Dear colleague,

The relaxation-time fit to your n-CdTe data at 77 K has no firm footing. The LO phonon that limits the mobility carries about three times $k_BT$, and a collision that changes the energy so much defines no relaxation time. The standard remedy is Rode's iteration (1970). I derive it here, prove when and how fast it converges, and run it for a model of your crystal.

\section*{Premises}

(i) One isotropic valley with $v=\hbar^{-1}dE/dk>0$. (ii) A uniform steady state in a weak field of magnitude $F$ and no magnetic field. The charge is $-e$ with $e>0$, and $\theta$ is the angle between $\mathbf k$ and the \emph{force}, which points against the field. (iii) Golden-rule rates $s(\mathbf k,\mathbf k')$ that conserve spin and depend only on $k$, $k'$ and the cosine $X$ of the scattering angle. (iv) Phonons in equilibrium and no electron--electron scattering. Detailed balance then makes
\begin{equation}
P(\mathbf k,\mathbf k')=s(\mathbf k,\mathbf k')f_0(1-f_0')=P(\mathbf k',\mathbf k)\ge0
\label{db}
\end{equation}
symmetric, with $f_0$ the Fermi function and a prime marking $\mathbf k'$.

\section*{The equation for $g$}

Write $s=s(\mathbf k,\mathbf k')$, $s'=s(\mathbf k',\mathbf k)$, and let $\hat{\mathbf z}$ point along the force. The Boltzmann equation is
\begin{equation}
\frac{eF}{\hbar}\hat{\mathbf z}\cdot\nabla_{\mathbf k}f=\sum_{\mathbf k'}\left[s'f'(1-f)-sf(1-f')\right].
\end{equation}
To first order in $F$ the left side is $(eF/\hbar)(df_0/dk)\cos\theta$. On the right put $f=f_0+\delta f$. The zero-order terms cancel by \eqref{db}, and the first-order terms are
\begin{equation}
-\delta f\sum_{\mathbf k'}\left[s(1-f_0')+s'f_0'\right]+\sum_{\mathbf k'}\left[s'(1-f_0)+sf_0\right]\delta f' .
\end{equation}
Try $\delta f=g(k)\cos\theta$. If $\mathbf k'$ makes the angle $\gamma$ with $\mathbf k$ at azimuth $\psi$, then $\cos\theta'=X\cos\theta+\sin\gamma\sin\theta\cos\psi$. The rates do not depend on $\psi$, so the last term averages to zero and every term carries $\cos\theta$: the form is exact in linear response. For elastic channels $g'=g$, $f_0'=f_0$ and $s'=s$, so their two sums merge into $-\nu_{\rm el}g$ with $\nu_{\rm el}=\sum s_{\rm el}(1-X)$. For the inelastic channels define
\begin{equation}
S_{\rm out}=\sum_{\mathbf k'}\left[s(1-f_0')+s'f_0'\right],\qquad S_{\rm in}(g)=\sum_{\mathbf k'}X\left[s'(1-f_0)+sf_0\right]g'.
\end{equation}
The equation becomes $(S_{\rm out}+\nu_{\rm el})g=S_{\rm in}(g)-(eF/\hbar)\,df_0/dk$, and Rode's scheme evaluates the in-scattering on the previous iterate:
\begin{equation}
g_{i+1}=\frac{S_{\rm in}(g_i)-(eF/\hbar)\,df_0/dk}{S_{\rm out}+\nu_{\rm el}},\qquad g_{-1}=0 .
\label{rode}
\end{equation}
With $\theta$ taken from the force the source is positive. The iterate $g_0$ is a relaxation-time solution with the rate $D=S_{\rm out}+\nu_{\rm el}$, which I assume positive.

\section*{Symmetric form}

Let $w=f_0(1-f_0)$ and $g=w\phi$. From \eqref{db}, $s'f_0'=sf_0(1-f_0')/(1-f_0)$, hence $s(1-f_0')+s'f_0'=s(1-f_0')/(1-f_0)=P/w$. Exchanging $\mathbf k$ and $\mathbf k'$ gives $s'(1-f_0)+sf_0=P/w'$. Also $-df_0/dk=\hbar vw/k_BT$. Divide the equation by $w$:
\begin{equation}
(D-S)\phi=\frac{eF}{k_BT}\,v,\qquad S\phi=\frac1w\sum_{\mathbf k'}PX\phi',\qquad S_{\rm out}=\frac1w\sum_{\mathbf k'}P .
\end{equation}
Take the scalar product $\langle\phi,\chi\rangle=\int k^2dk\,w\phi\chi$ and $\sum_{\mathbf k'}=V(2\pi)^{-2}\int k'^2dk'\,dX$. In $\langle\chi,S\phi\rangle$ the weight $w$ cancels and $P$ is symmetric, so $S$ is symmetric. Symmetrising the out-scattering term in $k$ and $k'$ gives
\begin{equation}
\langle\phi,(D\mp S)\phi\rangle=\langle\phi,\nu_{\rm el}\phi\rangle+\frac{V}{8\pi^2}\int k^2dk\,k'^2dk'\,dX\,P\left[(\phi\mp X\phi')^2+(1-X^2)\phi'^2\right],
\label{pos}
\end{equation}
since the bracket equals $\phi^2+\phi'^2\mp2X\phi\phi'$. Every term is non-negative. If the sum vanishes, the term in $1-X^2$ forces $\phi=0$ wherever inelastic scattering acts (unless it is purely forward or backward), and the first term forces $\phi=0$ elsewhere, where $\nu_{\rm el}=D>0$. Both $D-S$ and $D+S$ are therefore strictly positive.

\section*{Convergence}

Let $A=D^{-1/2}SD^{-1/2}$, which is symmetric and similar to the iteration operator $T=D^{-1}S=D^{-1/2}AD^{1/2}$. With $\chi=D^{1/2}\phi$, \eqref{pos} reads $\langle\chi,(1\mp A)\chi\rangle>0$, that is $|\langle\chi,A\chi\rangle|<\langle\chi,\chi\rangle$. Positivity of $D-S$ bounds the spectrum above by $+1$, that of $D+S$ below by $-1$. For a self-adjoint operator the spectral radius $r$ equals the norm and equals the supremum of $|\langle\chi,A\chi\rangle|$ over unit vectors. On a finite mesh the supremum is attained at an eigenvector, so $r<1$. On the full energy axis strict positivity yields only $r\le1$: it forbids eigenvalues at $\pm1$, not a spectrum that reaches them, and the gap needs a separate argument, which I give below for polar scattering.

Subtract \eqref{rode} from the exact equation. The error $\epsilon_i=\phi-\phi_i$ obeys $\epsilon_{i+1}=T\epsilon_i$, so $D^{1/2}\epsilon_i=A^iD^{1/2}\epsilon_0$ and
\begin{equation}
\|\epsilon_i\|_D\le r^i\|\epsilon_0\|_D,\qquad\|\epsilon\|_D^2=\langle\epsilon,D\epsilon\rangle ,
\end{equation}
from any start of finite norm. This is an upper bound; the actual decay is set by the part of the spectrum that the starting error overlaps.

The particle flux along the force, with two spins and $\overline{\cos^2\theta}=1/3$, is $n\mu F=(3\pi^2)^{-1}\int k^2vg\,dk$. From $g_{-1}=0$ one has $\phi_i=(eF/k_BT)\sum_{m\le i}T^mD^{-1}v$, so
\begin{equation}
\mu_i=\sum_{m=0}^i\Delta_m,\qquad\Delta_m=C\langle y,A^my\rangle=C\int\lambda^md\sigma(\lambda),
\label{mom}
\end{equation}
with $C=e/(3\pi^2nk_BT)$, $y=D^{-1/2}v$, and $\sigma$ the positive spectral measure of $A$ for $y$, supported in $[-r,r]$. The same $y$ stands on both sides because the source and the current weight are both $v$. For $r<1$ four statements follow.

(a) $|\Delta_m|\le r^m\mu_0$, and the geometric sum gives $|\mu-\mu_i|\le\mu_0r^{i+1}/(1-r)$.

(b) For any sign of the kernel, $\mu-\mu_{2j-1}=C\int\lambda^{2j}(1-\lambda)^{-1}d\sigma\ge0$ and $\Delta_{2j}+\Delta_{2j+1}=C\int\lambda^{2j}(1+\lambda)\,d\sigma\ge0$. The odd iterates are rising lower bounds. Since $|\lambda/(1-\lambda)|\le r/(1-r)$, one also has $|\mu-\mu_{2j}|\le\Delta_{2j}\,r/(1-r)$.

(c) Cauchy--Schwarz gives $\Delta_{2j}^2\le\Delta_{2j-2}\Delta_{2j+2}$, so the ratios $\Delta_{2j+2}/\Delta_{2j}$ never fall, and they stay at or below $r^2$.

(d) If $\int PX\,dX\ge0$ for all $k,k'$, then $T$ maps non-negative functions to non-negative functions. As $D^{-1}v>0$, each step $\phi_{i+1}-\phi_i\propto T^{i+1}D^{-1}v$ is non-negative at every $k$, every $\Delta_m\ge0$, and $\mu_i$ rises monotonically to $\mu$. The start matters: the argument needs a first step that is non-negative everywhere, which $g_{-1}=0$ provides, and a start whose first step is everywhere downward descends instead. Nothing here makes the increments shrink at every step.

\section*{The Fr\"ohlich ladder}

Take a parabolic band of mass $m^*$, non-degenerate electrons (so $P/w\to s$), and one dispersionless LO mode $\omega$ with occupation $N=1/(e^x-1)$, $x=\hbar\omega/k_BT$. The unscreened coupling is $|M_q|^2=e^2\hbar\omega/(2\varepsilon_0\varepsilon^*Vq^2)$ with $1/\varepsilon^*=1/\varepsilon_\infty-1/\varepsilon_s$ and $q^2=k^2+k'^2-2kk'X$. With $L=\ln|(k+k')/(k-k')|$ the angular integrals are
\begin{equation}
\int_{-1}^1\frac{dX}{q^2}=\frac{L}{kk'},\qquad\int_{-1}^1\frac{X\,dX}{q^2}=\frac{1}{kk'}\left(\frac{k^2+k'^2}{2kk'}L-1\right).
\end{equation}
The second follows from $X/(a-bX)=-1/b+(a/b)/(a-bX)$. Let $u=E/\hbar\omega$. For the link between $u$ and $u+1$, $L(u)=2\,\mathrm{arsinh}\sqrt u$ and $(k^2+k'^2)/2kk'=\coth L$, so the bracket is $M=L\coth L-1$ and the mean cosine $c=M/L=\coth L-1/L$ is the Langevin function, with $0<c<1$. The kernel is positive and (d) applies. The energy delta function supplies $m^*/\hbar^2k'$, and the absorption rate is
\begin{equation}
\frac{2\pi}{\hbar}\frac{e^2\hbar\omega N}{2\varepsilon_0\varepsilon^*}\frac{1}{(2\pi)^2}\frac{m^*k'}{\hbar^2}\frac{L}{kk'}=\alpha\omega N\frac{L(u)}{\sqrt u},\qquad\alpha=\frac{e^2}{4\pi\varepsilon_0\varepsilon^*\hbar}\sqrt{\frac{m^*}{2\hbar\omega}} .
\end{equation}
Emission has $N+1$ and $L(u-1)$ and exists only for $u>1$. For the elastic part take acoustic deformation-potential scattering in equipartition, which is isotropic: the golden rule with $|M|^2=E_1^2k_BT/c_lV$ (absorption plus emission) and the density of states per spin $m^*k/2\pi^2\hbar^2$ gives $\nu_{\rm el}=E_1^2k_BTm^*k/(\pi\hbar^3c_l)\equiv\eta\,\alpha\omega\sqrt u$.

Only the energies $u_n=\zeta+n$, $0\le\zeta<1$, are coupled. Set $\phi=(eF/k_BT)\sqrt{2\hbar\omega/m^*}\,\chi/\alpha\omega$, multiply by $\sqrt{u_n}$, and write $L_n=L(u_n)$, $M_n=M(u_n)$, $L_{-1}=M_{-1}=0$:
\begin{equation}
d_n\chi_n=u_n+NM_n\chi_{n+1}+(N+1)M_{n-1}\chi_{n-1},\qquad d_n=NL_n+(N+1)L_{n-1}+\eta u_n .
\label{lad}
\end{equation}
With $n=(\pi^2)^{-1}\int k^2f_0\,dk$ the flux integral becomes
\begin{equation}
\mu=\mu_*K\int_0^\infty u\,\chi\,e^{-xu}du,\qquad\mu_*=\frac{e}{m^*\alpha\omega},\qquad K=\frac{4x^{5/2}}{3\sqrt\pi},
\label{mu}
\end{equation}
which returns $e\tau/m^*$ for a constant relaxation time, $\chi=\alpha\omega\tau\sqrt u$. On each ladder $T$ is tridiagonal with zero diagonal, and its symmetric form $A$ has off-diagonal elements fixed by $a_n^2=T_{n,n+1}T_{n+1,n}$:
\begin{equation}
a_n^2=\frac{N(N+1)M_n^2}{d_nd_{n+1}}=c_n^2\,\frac{NL_n}{d_n}\,\frac{(N+1)L_n}{d_{n+1}} .
\label{an}
\end{equation}
The last two factors are the absorption share of rung $n$ and the emission share of rung $n+1$.

Now the gap. As $n\to\infty$, $c_n\to1$ because the scattering turns forward, but $L_{n\pm1}/L_n\to1$, so the shares are asymptotically at most $N/(2N+1)$ and $(N+1)/(2N+1)$, and
\begin{equation}
\limsup_{n\to\infty}2a_n\le\frac{2\sqrt{N(N+1)}}{2N+1}=\frac{1}{\cosh(x/2)}<1 .
\label{sech}
\end{equation}
Split $A$ into a finite head and the links with $n\ge n_0$. The tail has norm at most $2\sup_{n\ge n_0}a_n$, by the row-sum bound for a symmetric matrix, and the head has finite rank. By Weyl's theorem the spectrum outside $|\lambda|\le1/\cosh(x/2)$ then consists of isolated eigenvalues, and \eqref{pos} keeps these off $\pm1$. Hence $r(\zeta)<1$ on each ladder. The $a_n$ are continuous in $\zeta$ on $[0,1]$, uniformly in $n$, with $a_0\to0$ as $\zeta\to0$, so the supremum $r$ over ladders is attained on that closed interval and $r<1$. For $\eta=0$ equality holds in \eqref{sech} and $r\ge1/\cosh(x/2)$: the guaranteed rate is lost as $T\to\infty$, where the scattering becomes quasi-elastic. For $\eta>0$ the $a_n$ tend to zero. Finally, $\chi_n\to(-1)^n\chi_n$ sends $A$ to $-A$, so the spectrum is symmetric and $\pm r(\zeta)$ come together.

\section*{Numbers for a model of n-CdTe at 77 K}

Compiled values at 300 K (Rakita 2019) are $\varepsilon_s=10.2$, $\varepsilon_\infty=7.2$ and an LO frequency of 168 cm$^{-1}$; I use them unchanged at 77 K. For $c_l=B+4G/3$ I take the compiled $B=43.7$ GPa (Elmahjoubi 2023) and an approximate shear modulus $G=15$ GPa, so $c_l=63.7$ GPa. The mass $m^*=0.096\,m_e$ is typical, and $E_1=9$ eV is assumed. Then $\hbar\omega=20.83$ meV, $k_BT=6.635$ meV, $x=3.139$, $N=0.04528$, $\alpha=0.323$, $\alpha\omega=1.024\times10^{13}$ s$^{-1}$, $\eta=0.0184$, $\mu_*=1790$ cm$^2$/V\,s and $K=13.13$.

A scan of $\zeta$ puts the largest $r(\zeta)$ at $\zeta\to1$, the ladder that starts just below the emission threshold. There $c_0=0.493$ and the two shares in \eqref{an} are 0.812 and 0.929, so $a_0=0.429$, while $a_1=0.129$. Diagonalisation gives $r=0.45$ and $r^2=0.20$. The slowest mode sits on the first link, above the high-energy value $1/\cosh(x/2)=0.399$.

I iterated \eqref{lad} on five rungs (more change no printed digit) and integrated \eqref{mu} over $\zeta$; the limit comes from direct elimination of the tridiagonal system. The unit is $10^3$ cm$^2$/V\,s, and the digits show the convergence of the model, not the accuracy of its inputs.

\begin{center}
\begin{tabular}{c|cccccc}
$i$&0&1&2&3&4&$\infty$\\\hline
$\Delta_i$&13.8&1.36&1.75&0.18&0.27&\\
$\mu_i$&13.8&15.2&16.9&17.1&17.4&17.5
\end{tabular}
\end{center}

The iterates rise, as (d) demands, and the limit lies 26 per cent above $\mu_0$. The increments alternate: $\Delta_2>\Delta_1$ and $\Delta_4>\Delta_3$. The lowest rung supplies 96 per cent of $\mu_0$, and an electron that absorbs a phonon from it returns, with part of its direction kept, only after an even number of steps. A stopping test on one small odd increment would therefore stop too early; test pairs. The ratio $\Delta_4/\Delta_2=0.15$ lies below $r^2$, as (c) requires. After $i=4$, bound (a) allows a remainder of 0.46 and bound (b) one of 0.22; the true remainder is below 0.10, or 0.5 per cent of $\mu$.

\section*{Range of validity}

The theorem needs premises (i)--(iv). Monotone rise needs in addition a positive kernel, a start from below and a source of one sign; the source $(E-E_F)v$ of a temperature gradient changes sign, so thermopower iterates converge at the same rate but need not be monotone. For isotropic inelastic scattering $S=0$ and $g_0$ is exact. A magnetic field destroys the symmetric form and needs its own argument.

For the model the limits are as follows. Linear response needs $\mu F\ll\sqrt{3k_BT/m^*}=1.9\times10^7$ cm/s, or $F\ll1.1$ kV/cm. Non-degeneracy needs $n\ll N_c=2(m^*k_BT/2\pi\hbar^2)^{3/2}=9.7\times10^{16}$ cm$^{-3}$. Screening is measured by $\kappa^2=ne^2/\varepsilon_0\varepsilon_sk_BT$ against $2m^*\omega/\hbar$; the ratio is 0.005 at $n=10^{15}$ cm$^{-3}$. Non-parabolicity is small, $\hbar\omega/E_g=0.014$ with the compiled 300 K gap of 1.48 eV (Skelton 2020). The golden rule is less comfortable. The polaron mass shift is $\alpha/6=0.054$. The level width $\hbar D$ is 0.61 meV at the band edge, well below $k_BT$, but 9.4 meV at $u=2$, so the threshold is smeared; the current flows mostly in the sharp states below it.

The coupling itself is uncertain by more than the last iterations add. One per cent in $\varepsilon_\infty$ moves $\alpha$ by 3.4 per cent. With the compiled TO frequency of 138 cm$^{-1}$ (Gopal et al.\ 2015), $(\omega_{LO}/\omega_{TO})^2=1.48$, whereas $\varepsilon_s/\varepsilon_\infty=1.42$; enforcing the Lyddane--Sachs--Teller relation at fixed $\varepsilon_\infty$ would raise $\alpha$ by 11 per cent and lower $\mu$ by a similar amount.

The largest omission is ionised-impurity scattering, which is elastic. The Brooks--Herring rate for $N_I$ singly charged centres per volume is
\begin{equation}
\nu_{ii}=\frac{N_Ie^4m^*}{8\pi\varepsilon_0^2\varepsilon_s^2\hbar^3k^3}\left[\ln(1+b)-\frac{b}{1+b}\right],\qquad b=\frac{4k^2}{\kappa^2}.
\end{equation}
With the bracket frozen at $E=3k_BT$ and $N_I=n$, it alone gives $1.3\times10^5$ cm$^2$/V\,s at $10^{15}$ cm$^{-3}$ and $2.2\times10^4$ at $10^{16}$ cm$^{-3}$. Added by Matthiessen's rule, a rough guide only, the first lowers $\mu$ by 12 per cent and the second rivals the phonons. Such a term belongs in $\nu_{\rm el}$, where it enlarges every $d_n$, lowers every $a_n$ and so lowers $r$, because the top eigenvalue of a symmetric matrix with non-negative entries falls when its entries fall.

The value $1.75\times10^4$ cm$^2$/V\,s is the drift mobility of this impurity-free model, not of your crystal, and your Hall mobility differs from a drift mobility by the Hall factor. As typical knowledge, pure n-CdTe at 77 K shows roughly $1$ to $1.5\times10^4$ cm$^2$/V\,s, so the model lies above such crystals by anything from a small margin to nearly a factor of two, and above compensated material by more, in the direction the missing impurity term predicts.